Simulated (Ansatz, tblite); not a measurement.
**SbCl3 (antimony trichloride): methods side by side**

SbCl3: 4 atoms, total charge 0, spin state singlet. SMILES: `[Cl][Sb]([Cl])[Cl]`. Geometry: relaxed at PBE0-D4/def2-TZVP.

Quantity: the HOMO–LUMO gap, in eV. The values are calculated.

| level | kind | program | value (eV) | CPU time |
| --- | --- | --- | --- | --- |
| IPEA1-xTB | semi-empirical | tblite | 5.79 | under 2 s |
| HF/def2-SVPD (core potential) | Hartree–Fock | Ansatz | 12.00 | 7.3 s |
| SVWN5/def2-SVPD (core potential) | LDA | Ansatz | 4.68 | 7.4 s |
| BLYP/def2-SVPD (core potential) | GGA | Ansatz | 4.72 | 11 s |
| r2SCAN/def2-SVPD (core potential) | meta-GGA | Ansatz | 5.22 | 24 s |
| B3LYP/def2-SVPD (core potential) | global hybrid | Ansatz | 6.18 | 17 s |
| wB97M-V/def2-SVPD (core potential) | range-separated hybrid | Ansatz | 10.41 | 2.2 min |

The values span 4.68 to 12.00 eV. Orbital gaps aren't excitation energies; they tend to grow with the share of exact exchange. CPU times are rough (shared hosts, several kinds of processor and program).

Every level gives SbCl3 a sizeable gap, as expected for a closed-shell pnictogen trihalide, but its size depends heavily on the treatment of the electrons. The two lowest values, 4.68 eV (SVWN5) and 4.72 eV (BLYP), are nearly equal, so density-gradient corrections barely matter here. The much larger wB97M-V and Hartree–Fock gaps probably arise because their empty orbitals describe an added electron, whereas semi-local ones feel nearly the same potential as the occupied orbitals.

Chemically, the occupied frontier levels of such a molecule combine chlorine 3p lone pairs with the antimony lone pair, which has mixed 5s and 5p character. The lowest empty levels are mainly Sb–Cl antibonding with large antimony 5p weight, and they underlie the molecule's Lewis acidity. The gap therefore probably separates largely chlorine-based donor levels from antimony-centred acceptor levels. The agreement between IPEA1-xTB and B3LYP, at 5.79 and 6.18 eV, doesn't establish the accuracy of either.
